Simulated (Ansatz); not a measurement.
Equation of state of GdO under PBEsol

It takes space group F-43m (No. 216, cubic). The conventional cell has a = 5.400 Å, b = 5.400 Å, c = 5.400 Å, α = 90.00°, β = 90.00°, γ = 90.00°. Around Gd (site symmetry -43m) lie 4 O at 2.34 Å. O (site symmetry -43m) has 4 Gd at 2.34 Å as nearest neighbours.

The cell was scaled at fixed shape and fractions and run with Ansatz, all-electron LAPW, scalar-relativistic; PBEsol, k mesh 9 × 9 × 9 on the cell of 2 atoms, fermi-dirac occupations of 0.05 eV, collinear spin, ferromagnetic start, no spin-orbit coupling. Energies are those that the program minimises, any entropy of the smearing included. For a metal such a mesh isn't converged to the digits shown. The magnetic state is the one that the start led to, which needn't be the lowest. Plain semilocal runs treat an open f shell poorly.

```csv
V (Å³/atom),energy over the lowest row (meV/atom)
18.5020,0.74
18.8957,0.00
19.2893,4.36
19.6830,13.30
20.0767,?
20.4703,43.12
20.8640,63.18
```

Task: Fit the third-order Birch-Murnaghan form, give V0, B0 and B′, and predict the energy left open.

Result: With y = (V0/V)^(2/3), E = E0 + (9 V0 B0/16) [(y - 1)³ B′ + (y - 1)² (6 - 4y)]. Least squares through the rows shown give V0 = 18.7519 Å³/atom, E0 = -0.35 meV, B0 = 102.9 GPa (1 eV/Å³ = 160.218 GPa) and B′ = 4.18, with a largest miss of 0.02 meV. At V = 20.0767 the form with these constants gives 26.36 meV; the run gave 26.37 meV an atom.

The minimum lies at 18.7519 Å³/atom, below the volume of the listed cell, so that cell is under tension in this calculation. The close prediction of the omitted energy shows that the curve is smooth and that interpolation works; it doesn't test the functional's accuracy. Only one row lies on the compressed side of the minimum, so B′ is drawn mainly from the softening on expansion, and its use at high pressure would be an extrapolation.

That softening reflects the rapid decay of short-range repulsion between the ion shells as the Gd–O bonds lengthen, while the electrostatic attraction falls off more slowly. The moderate stiffness probably owes much to the open fourfold network, which has few Gd–O bonds per volume. The compact 4f shell should contribute little directly to the bonding, which is carried mostly by O 2p and Gd 5d states. A single curve for this structure can't say whether it would survive against the denser rocksalt arrangement, the form known for the rare-earth monoxides.
